Why do the outermost layers of an aluminium slab hold more of the electron states near the Fermi level than the layers beneath them? In the six-layer slab below, an outer layer holds about a fifth more than an inner one. It is tempting to call this a surface state, a wave bound to the surface. A more ordinary cause can account for much of it: electrons near the Fermi level reach a few tenths of an ångström further out than the average filled state, and a layer is only about 2 Å thick.

Ansatz 0.2.0, PBEsol with plane waves and PAW (cutoff 420 eV), no spin polarization, for a clean six-layer (102) slab of hexagonal aluminium; k mesh 21 × 6 × 1, Gaussian smearing 0.1 eV. Plane shares cover states from 0 to 0.25 eV above the Fermi level, each counted as full; plane heights are measured from the topmost atom.

```
row  plane share  plane formula  plane height (Å)
  1        0.189            Al4           -11.231
  2        0.156            Al4            -9.071
  3        0.158            Al4            -6.910
  4        0.158            Al4            -4.729
  5        0.154            Al4            -2.533
  6        0.184            Al4            -0.333
```

Each row is a layer of four atoms, counted from the bottom of the slab. The plane height is the layer's mean height relative to the topmost atom. Even the top layer's mean lies 0.333 Å below that atom, so the layer is not a flat sheet. The plane share is the fraction of the states between the Fermi level and 0.25 eV above it that belongs to the layer. These are empty Kohn–Sham levels from density functional theory, and the crystal is a hexagonal stacking of aluminium, not the usual fcc metal.

If all six layers held the same amount, each share would be 1/6, or 0.167. The two outer layers stand above that mark, at 0.189 and 0.184. The four inner layers lie below it, between 0.154 and 0.158, with no clear trend with depth. The question is therefore about the faces, not about a slow change through the slab.

## The tempting answer: a surface state

A surface state is an electron wave that can travel neither into the vacuum nor into the metal. It is strongest at the surface and fades over some layers inward. It also has a definite energy for each wave vector along the surface. If these energies crowd into a narrow range, a window that contains them should give more weight to the surface than its neighbours do. Some of the state's weight should also show in the second layer.

The energy test goes against a surface state that is narrow in energy. In the tabulated window the two outer layers together hold 0.374 of the states. In seven other windows of the same calculation, which cover the rest of the range from 2 eV below to 1.5 eV above the Fermi level, they hold 0.378 on average. The tabulated window thus has slightly less surface weight than the average of the others.

The depth test gives no support either. The second layers from each face, rows 2 and 5, hold no more than the two in the middle. What remains possible is a surface state spread so broadly in energy that it adds about equally to every window. That is a serious possibility, since surface states on the common faces of fcc aluminium are known to spread over a few electronvolts. Shares summed over all wave vectors can neither show nor exclude one here.

## Why "electrons spill out" is only half an answer

The next explanation is that electrons leak into the vacuum and that the leaked part is credited to the outer layer. The leak is real, as at every metal surface. Taken alone, though, it proves too little. The surface of a metal stays nearly neutral, so the outer layer together with its leaked tail must hold about as many electrons as any other layer.

That rule concerns all filled valence states taken together. It does not apply to each energy separately. If low-lying states keep back from the surface and high-lying ones reach beyond it, the total can be neutral while the states near the Fermi level favour the outer layers. On this view, the excess in the table reflects how much further a Fermi-level electron reaches than the average filled one.

There are two reasons for the difference. A wave held between two walls must bend to fit, which thins it out near them, and a long wave is thinned over a greater depth than a short one. An electron of higher energy also lies closer to the top of the wall and leaks further into it. Both effects push the fast electrons outward relative to the slow ones.

## A model with free electrons and a step

The simplest model treats the valence electrons of aluminium as free waves between two steps. Each step rises above the bottom of the band by the Fermi energy $E_F$ plus the work function $W$. A wave that meets the step enters it slightly, and this shifts the phase of the reflected wave. With a distance $L$ between the steps, a standing wave fits when

$$qL+2\gamma(q)=n\pi,\qquad n=1,2,3,\dots$$

Here $q$ is the wave number across the slab and $\gamma$ the phase gained by entering the step. Counting these waves over all directions of travel, with the jumps at each new $n$ smoothed out, gives a compact result. At total wave number $k$ the slab holds as many states as a piece of bulk metal of width $L+2\lambda(k)$, with

$$\lambda(k)=\frac{\gamma(k)-\pi/4}{k}.$$

The term $\gamma$ is the gain from entering the step. The term $\pi/4$ is the loss because no wave with $n=0$ exists.

Neutrality now fixes where the steps stand. Averaged over all filled states, the effective width must equal the width of the six atomic layers, $6d$, where $d$ is the layer spacing. The states at the Fermi level then fill an extra length at each face of

$$\ell=\lambda(k_F)-\langle\lambda\rangle,$$

where $k_F$ is the wave number at the Fermi level and the brackets mean the average over filled states.

If this extra length is credited to the outer layer, an outer layer exceeds an inner one by the fraction $\ell/d$. That last step assumes that the density in the vacuum is counted with the nearest layer. It is an assumption about how the shares were formed, and the model's size depends on it.

## The estimate in full

The inputs come from the slab itself. A layer has a volume of $2.827\times10.41\times2.18$ Å$^3$ and holds twelve valence electrons, three from each atom. Their density gives $k_F=1.77$ Å$^{-1}$ and $E_F=11.9$ eV for free electrons. The work function, averaged over the two faces of the same calculation, is 4.2 eV.

At the Fermi level the phase follows from $\tan\gamma=\sqrt{E_F/W}$, which gives $\gamma=1.04$. The Fermi-level states therefore reach beyond the step by

$$\lambda(k_F)=\frac{1.04-\pi/4}{1.77}\approx 0.14\ \text{Å}.$$

The average over the filled states can be done in closed form:

$$\langle\lambda\rangle=\frac{1}{k_F}\left[\frac34\left(\gamma\left(1-\frac{W}{E_F}\right)+\sqrt{\frac{W}{E_F}}\right)-\frac{3\pi}{8}\right]\approx-0.13\ \text{Å}.$$

The sign carries the physics. Every wave enters the step a little, but the effective width of the average filled state ends short of it, while that of a state at the Fermi level ends beyond it.

The difference is $\ell\approx0.27$ Å. Divided by the layer spacing of 2.18 Å, it makes an outer layer about 12 % richer than an inner one. The corresponding share is

$$\frac{d+\ell}{6d+2\ell}=\frac{2.18+0.27}{6\times2.18+2\times0.27}\approx0.18.$$

No constant was adjusted to the shares, so both outer rows are a test of the estimate.

## How far the numbers decide

The calculated excess of an outer layer over an inner one is 19 %, so the model gives about two thirds of it. In terms of length, the table asks for 0.42 Å at each face where the step gives 0.27 Å. The mechanism thus has the right sign and the right order of magnitude. It does not account for the whole effect.

A plausible reason for the shortfall is the shape of the wall. The potential at a real surface rises gradually, which lets high-lying electrons out further than a sharp step does. Surface atoms also have fewer neighbours, which can change the energies of the states on them. A surface state spread broadly in energy could add to it as well, and so could the way the density was shared out among the layers. The calculation does not separate these causes, and its exchange–correlation potential is itself rough in the thin density outside the surface.

The model makes a second prediction: the surface weight should grow with energy. At the ends of the range it does. The outer pair holds 0.363 of the states in the lowest window and 0.392 in the highest, which are the smallest and the largest values of all eight. The model rises too, but only about a third as much.

Between these ends the surface weight does not climb steadily. It reaches 0.388 a little below the Fermi level and falls to 0.373 a little above it. A slab this thin has few standing waves across it, and a finite mesh of wave vectors samples them unevenly, so bumps of this kind are no surprise. Without a thicker slab or a denser mesh their origin stays open, and the energy trend is only modest support for the model. The highest levels of the run are also loosely converged, which may touch the top window.

A third candidate is the spacing of the layers, since a thicker layer has room for more states. The spacings differ by less than 2 %, a tenth of the excess to be explained. They also widen towards the top, whereas the bottom layer holds the larger share. That small difference between the faces, 0.005, has the same sign in every window. The bottom was held at bulk positions and the top was relaxed, but no run shows whether this is the cause.

## What to do with such a table

For states near the Fermi level, the model gives some surface excess in any slab of a free-electron-like metal, and that much should be treated as the background. In this model the ratio between an outer and an inner layer depends on $\ell/d$, not on the number of layers. A thicker slab of the same cut would therefore show smaller shares in every layer but about the same ratio. A cut with somewhat more closely spaced layers is expected to show a larger ratio, because about the same few tenths of an ångström would be set against a thinner layer. This holds as long as the extra length still falls within the outermost layer.

A fifth more states in the outer layer is not by itself a sign of a special electronic skin. The first check costs little: compare the window of interest with its neighbours in energy. Surface weight that rises clearly above theirs, and still does so with a denser mesh and a thicker slab, calls for a special explanation, though a surface state spread broadly in energy would escape this check.

A sharper test is to follow single states at a fixed wave vector while the slab is made thicker. An ordinary standing wave spreads over the added layers, and its weight at the surface falls. A true surface state keeps its weight near the faces, once the slab is much thicker than the depth to which the state reaches.
